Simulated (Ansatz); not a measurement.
# Starting gap and G0W0 gap of SrTiO3 (I4/mcm) against a Hubbard U on Ti d in a PBE+U start

A Hubbard U on the Ti d shell opens the starting gap of SrTiO3, yet the G0W0 gap computed from that start becomes smaller. One might have expected the wider start, which screens less, to give the wider quasiparticle gap. The point matters to anyone who uses U to repair a PBE gap before a G0W0 step, since the two gaps then respond in opposite directions. We follow both gaps at four values of U in the same measured cell and with the same G0W0 settings, and measure each change against the plain PBE start, U = 0. Both quasiparticle band edges lie at Γ for every U, but the gap is direct only in a formal sense. The I4/mcm cell is a doubled cubic cell, and the doubling folds the cubic point R, where the valence band has its top, onto Γ. What we follow is therefore the counterpart of the indirect R→Γ gap of the cubic crystal.

## How the numbers were made

Structures are measured cells from a diffraction database. Ansatz 0.2.0, plane waves with PAW (wavefunction cutoff 420 eV), no spin polarisation. One-shot G0W0 by contour deformation on a 4×4×4 mesh with 533 bands and a screening cutoff of 150 eV, short of the basis limit, all fixed; only the start changes: PBE+U with an effective U on Ti d. All ran on one NVIDIA H100 80GB HBM3 (shared by 6 runs), shared with other work, so times are rough. The PAW files of Ansatz are those of its set soft_1.

Notes on method and selection:

- The G0W0 steps are scalar-relativistic: spin-orbit coupling is not in them.
- Runs that did not converge, have known faults or may not be shown are not listed, and runs on Ansatz's PAW sets soft_1 and soft_2 are kept to separate tables.

Columns:

- U (eV): effective Hubbard U of the start.
- RPA ε∞: RPA ε∞ of the start on the mesh (harmonic mean).
- Z valence: renormalisation factor Z at the valence edge.
- G0W0 gap (eV): G0W0 gap on the mesh.
- start gap (eV): gap of the starting calculation on the same mesh.
- correction (eV): G0W0 gap less start gap.
- time (s): wall time of the whole run.

Input lines of one member:

```
kpoints:
  mp_grid: { grid: [4, 4, 4] }
hamiltonian:
  xc: pbe
  pseudopotentials: { kind: paw, azcp: { folder: soft_1 } }
scf:
  occupations: { method: fixed }
gw:
  n_empty_bands: 493
  ecut_chi: 150.0
  qp_bands: [v3, c3]
  qp_kpoints: band_edges
  screening: { model: contour_deformation }
```

Command (options for logging and memory left out): `ansatz run input.yaml --threads 2 --backend cuda --devices 1 --max-vram 13GiB`

## Table of results

```
member    U (eV)  RPA ε∞  Z valence  G0W0 gap (eV)  start gap (eV)  correction (eV)  time (s)
U = 0 eV  0       6.14    0.719      3.46           1.91            1.55             28
U = 2 eV  2       5.77    0.725      3.35           2.13            1.22             31
U = 5 eV  5       5.30    0.735      3.19           2.55            0.64             27
U = 6 eV  6       5.16    0.738      3.13           2.71            0.42             23
```

Least-squares fits to the whole series, with x = U (eV); R² and errors in the fitted variable (y, or ln y where the fit is in ln y):

```
y               members  fit                    R²    rms residual  leave-one-out rms  the same for the mean of the others
G0W0 gap (eV)   4        y = 3.460 − 0.05462 x  1.00  0.0020        0.0038             0.17
start gap (eV)  4        y = 1.890 + 0.1338 x   1.00  0.020         0.046              0.43
```

## Reading the trend

From U = 0 to U = 6 eV the start gap rises at every step, from 1.91 to 2.71 eV, while the G0W0 gap falls at every step, from 3.46 to 3.13 eV. The correction therefore shrinks by (2.71 − 1.91) + (3.46 − 3.13) = 1.13 eV.

A line of two parameters for each gap follows from a few assumptions. The conduction edge is taken as Ti d and the valence edge as mainly O 2p. In its usual form, +U adds a potential V = U(½ − n) to a d orbital of occupation n. The nearly empty conduction states move up, which opens the gap by dU. The charge responds: Ti d and O 2p mix less, electrons shift from Ti towards O, and electrostatics lowers the Ti levels relative to the O levels. This closes the gap by hU. With d and h constant,

start gap = S₀ + aU, with a = d − h.

The G0W0 energy of a band edge is

E = ε + Z[Σ(ε) − v_xc − V], with Z = 1/(1 − Σ′),

where ε is the starting energy, v_xc the PBE exchange-correlation potential and Σ′ the energy slope of the self-energy Σ. The potential V raises ε but is subtracted again in the bracket. For a fixed Σ that is linear in energy, the two effects cancel exactly. The electrostatic closing is not subtracted and survives, scaled by Z. But Σ is not fixed: it is built from the starting states, and its poles move with their energies. If all poles moved by V together with ε, a part (1 − Z)V would remain. We put every change of Σ with the start, from moving poles as well as from weaker screening, into one term that opens the gap by sU before the scaling by Z. With s constant and one constant Z for both edges,

G0W0 gap = G₀ − bU, with b = Z(h − s).

A falling G0W0 gap thus requires h to exceed s. Weaker screening cannot be the cause of the fall: ε∞ drops from 6.14 to 5.16, which by itself should widen the gap. Charge transfer has the right sign and is our likeliest explanation, but the table holds no site charges to test it.

## Fixing and testing the model

We fix both lines on U = 0 and U = 2 eV and work out the two remaining members, U = 5 and U = 6 eV, which lie outside the fixed interval.

For the G0W0 gap, b = (3.46 − 3.35) / 2 = 0.055 eV per eV of U.

- U = 5 eV: 3.46 − 0.055 × 5 = 3.185 eV; the table has 3.19 eV.
- U = 6 eV: 3.46 − 0.055 × 6 = 3.13 eV; the table has 3.13 eV.

For the start gap, a = (2.13 − 1.91) / 2 = 0.11 eV per eV of U.

- U = 5 eV: 1.91 + 0.11 × 5 = 2.46 eV; the table has 2.55 eV.
- U = 6 eV: 1.91 + 0.11 × 6 = 2.57 eV; the table has 2.71 eV.

The correction is the difference of the two lines.

- U = 5 eV: 3.185 − 2.46 = 0.725 eV; the table has 0.64 eV.
- U = 6 eV: 3.13 − 2.57 = 0.56 eV; the table has 0.42 eV.

The value at U = 6 eV is three times the U = 2 eV member less twice the U = 0 member, so rounding by 0.005 eV in each can move it by up to (3 + 2) × 0.005 = 0.025 eV. The agreement for the G0W0 gap is therefore closer than the digits could guarantee. The fits to the whole series support the same reading. Their leave-one-out errors are 0.0038 eV for the G0W0 gap and 0.046 eV for the start gap, against 0.17 and 0.43 eV when the mean of the other members is used instead.

## Where the trend breaks

Largest departures from the fit to the whole series:

```
member    G0W0 gap (eV)  fit   computed − fit  in rms residuals
U = 5 eV  3.19           3.19  0.00            1.6
U = 6 eV  3.13           3.13  0.00            1.2
U = 2 eV  3.35           3.35  0.00            0.4
U = 0 eV  3.46           3.46  0.00            0.0
```

The straight line fails for the start gap. Fixed at low U, it falls short by 0.09 eV at U = 5 eV and by 0.14 eV at U = 6 eV, more than rounding can produce. The slope between neighbouring rows grows from 0.11 to 0.14 to 0.16 eV per eV of U.

The assumption that probably fails is the constant d, which would require the occupation n to stay fixed as U grows. As U weakens the mixing with O 2p, n falls, ½ − n grows, and each further eV of U lifts the d states more. That gives the upward bend its correct sign.

The G0W0 gap shows no such bend within the printed digits. The derivation would give this at once if Σ were fixed, since V would then drop out of the quasiparticle energy. With poles that follow the starting energies, some of the bend should reach the G0W0 gap through s. Either that part is too small to show or another change offsets it; the table cannot tell which. The correction inherits the bend with opposite sign and ends 0.14 eV below its own line at U = 6 eV.

## Closing remarks

For U from 0 to 6 eV, each eV of U lowers the G0W0 gap by about 0.055 eV, while the start gap rises at a growing rate. The small correction at large U is no sign of a better start, and without a measured gap the table does not select a U. Nor does the start gap alone fix the result: on screened-hybrid starts, with the same cell and settings, the G0W0 gap rises with it. Any measured value set beside these gaps should be the indirect gap; the direct gap of the cubic crystal is a different and larger quantity, and would favour the wrong start.

Two omitted effects are comparable to the 0.33 eV spread of the G0W0 gap or larger. Self-consistency in GW without vertex corrections would raise the gap by very roughly 0.5 eV or more. Lattice vibrations, even at zero temperature, would lower it by roughly 0.3 eV.

[On method and selection: Runs with U whose G0W0 gap lies more than 1.5 eV from that of the start without U were left out.]

[Logs are printed without paths, hosts, clocks, repeated set-up lines and the standing remarks that a program may print on its own settings, such as how far it seeks lower states.]
